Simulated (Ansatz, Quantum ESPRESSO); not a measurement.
## MnPt2: 5 runs at one level of theory

```xyz
3
Lattice="2.8584 0.0000 0.0000 -1.4292 2.4755 0.0000 0.0000 0.0000 6.5325" Properties=species:S:1:pos:R:3 pbc="T T T"
Pt    1.4292    0.8252    2.0656
Pt    0.0000    1.6503    4.4669
Mn    0.0000    0.0000    0.0000
```

The cell comes from a database or a generator and needn't be the stable form of this composition.

Alike in all runs: task band structure; functional PBEsol; k mesh 11 × 11 × 4; occupations fermi-dirac, width 0.05 eV; collinear spin, ferromagnetic start; no spin-orbit coupling. Pressure is positive in compression and, in plane waves, holds the error of the finite cutoff, which Ansatz's Pulay term estimates and takes out.

```tsv
program and potentials	plane-wave cutoff (eV)	notes	pressure (GPa)	net moment per atom (μB)
Quantum ESPRESSO, PseudoDojo 0.4 SR PBEsol stringent	1769	17 valence electrons an atom on average	-9.55	1.50
Quantum ESPRESSO, PseudoDojo 0.4.1 SR PBEsol standard	1306	17 valence electrons an atom on average	-8.94	1.52
Quantum ESPRESSO, GBRV 1.5 PBEsol	612	15.67 valence electrons an atom on average	-9.71	1.52
Ansatz, PAW datasets made for the crystal	280	17 valence electrons an atom on average	-9.19	1.50
Ansatz, all-electron LAPW, scalar-relativistic	-	-	-9.19	1.50
```

Force on atom 1 (Pt), eV/Å:

| program and potentials | x | y | z |
| --- | --- | --- | --- |
| Quantum ESPRESSO, PseudoDojo 0.4 SR PBEsol stringent | 0.000 | 0.000 | 0.025 |
| Quantum ESPRESSO, PseudoDojo 0.4.1 SR PBEsol standard | 0.000 | 0.000 | 0.051 |
| Quantum ESPRESSO, GBRV 1.5 PBEsol | 0.000 | 0.000 | 0.042 |
| Ansatz, PAW datasets made for the crystal | 0.000 | 0.000 | 0.027 |
| Ansatz, all-electron LAPW, scalar-relativistic | 0.000 | 0.000 | 0.027 |

The pressure spans -9.71 (Quantum ESPRESSO, GBRV 1.5 PBEsol) to -8.94 GPa (Quantum ESPRESSO, PseudoDojo 0.4.1 SR PBEsol standard), with all-electron results at -9.19. The net moment per atom spans 1.50 (Quantum ESPRESSO, PseudoDojo 0.4 SR PBEsol stringent) to 1.52 μB (Quantum ESPRESSO, PseudoDojo 0.4.1 SR PBEsol standard), with all-electron results at 1.50. The state is the one that the start led to, which needn't be the lowest.

Differences between rows come from potentials, basis sets and numerical settings, since the functional is the same but for its coding. Runs on potential files found faulty are left out.

All five runs put the cell under tension, so at this magnetic state PBEsol favours a smaller volume. A likely reason is that the geometry came from a functional with weaker binding, such as PBE, which usually gives longer metallic bonds. The small axial force on Pt shows that the layer spacings are nearly balanced within the fixed cell, despite the sizeable pressure.

The net moment of about 1.50 μB per atom suggests strongly exchange-split Mn 3d states, with a smaller polarisation of Pt 5d states through hybridisation. Contraction would broaden the d bands and probably reduce the moment somewhat.

The PAW run reproduces the all-electron pressure, force and moment to the printed digits. Among the other potentials, the stringent set is closer in force and moment, but the standard set is closer in pressure, so agreement in one property doesn't guarantee it in another. The scalar pressure doesn't reveal whether the contraction would be mainly in the layers or along their stacking direction.
